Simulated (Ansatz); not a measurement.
Computed with DFT PBE, scalar-relativistic, plane waves, PAW (Ansatz 0.2.0). Settings: cutoff 420 eV, Γ-centred meshes spaced at most about 0.3 Å⁻¹, and about 0.25 Å⁻¹ or finer for metals (2π included), Gaussian smearing. No spin polarisation in the final relaxations.

Temperature and zero-point effects are left out.

Two relaxed structures of CuSn3:

A.

```
CELL_PARAMETERS angstrom
0.00000 3.63317 3.63317
3.63317 0.00000 3.63317
3.63317 3.63317 0.00000
ATOMIC_POSITIONS crystal
Cu 0.00000 0.00000 0.00000
Sn 0.50000 0.50000 0.50000
Sn 0.25000 0.25000 0.25000
Sn 0.75000 0.75000 0.75000
```

B.

```
CELL_PARAMETERS angstrom
-2.31349 2.31349 4.46734
2.31349 -2.31349 4.46734
2.31349 2.31349 -4.46734
ATOMIC_POSITIONS crystal
Cu 0.00000 0.00000 0.00000
Sn 0.75000 0.25000 0.50000
Sn 0.25000 0.75000 0.50000
Sn 0.50000 0.50000 0.00000
```

Question: Which is lower in energy, and by how much?

Answer: B is lower, by 31 meV/atom. A has the BiF3 (D0_3) type, space group Fm-3m (No. 225), 24.0 Å³/atom and no gap on its mesh; B has the TiAl3 (D0_22) type, space group I4/mmm (No. 139), 23.9 Å³/atom and no gap. Counting all near atoms (those within 1.25 times the shortest distance at each site; a plus sign parts nearer from farther groups), A has Cu 8+6, Sn 8+6 and B has Cu 12, Sn 12. Even the lower one lies +0.23 eV/atom against the reference forms of the elements (uncorrected), so neither is stable at this level. In A, around Cu lie 8 Sn at 3.15 Å and 6 Sn at 3.63 Å; Sn on a site of symmetry m-3m has 8 Sn at 3.15 Å and 6 Cu at 3.63 Å; Sn on a site of symmetry -43m is surrounded by 4 Cu at 3.15 Å, 4 Sn at 3.15 Å and 6 Sn at 3.63 Å. In B, around Cu lie 12 Sn at 3.22–3.27 Å; around Sn on a site of symmetry -4m2 lie 4 Cu at 3.22 Å and 8 Sn at 3.22–3.27 Å; Sn on a site of symmetry 4/mmm has 8 Sn at 3.22 Å and 4 Cu at 3.27 Å. Origin: A was invented; B is a Materials Project cell, relaxed. A third cell relaxed alike, in P6_3/mmc (a Materials Project cell), lies 95 meV/atom below the lower of the two.

Cells relaxed within their symmetry can be saddle points.

The preference for B concerns two unfavourable arrangements, and nearly equal volumes rule out denser packing as its main cause. Nor do shorter Cu–Sn contacts explain it, since the shortest ones are in A. More probably, B gains from spreading the bonding over twelve similar neighbours, whereas A divides them into a near and a distinctly farther shell.

Both structures share a size mismatch: the Sn–Sn contacts are reasonable for metallic tin, but the Cu–Sn distances are well beyond a normal bond. Copper thus sits in a cage too large for it, and its filled d shell and modest electronegativity difference from tin offer little compensation. This probably accounts for much of the positive formation energy, and it fits the known Cu–Sn system, whose established intermetallics are richer in copper. The hexagonal cell shows that a better arrangement exists at this composition, yet its gain is too small to bring CuSn3 below the elements.
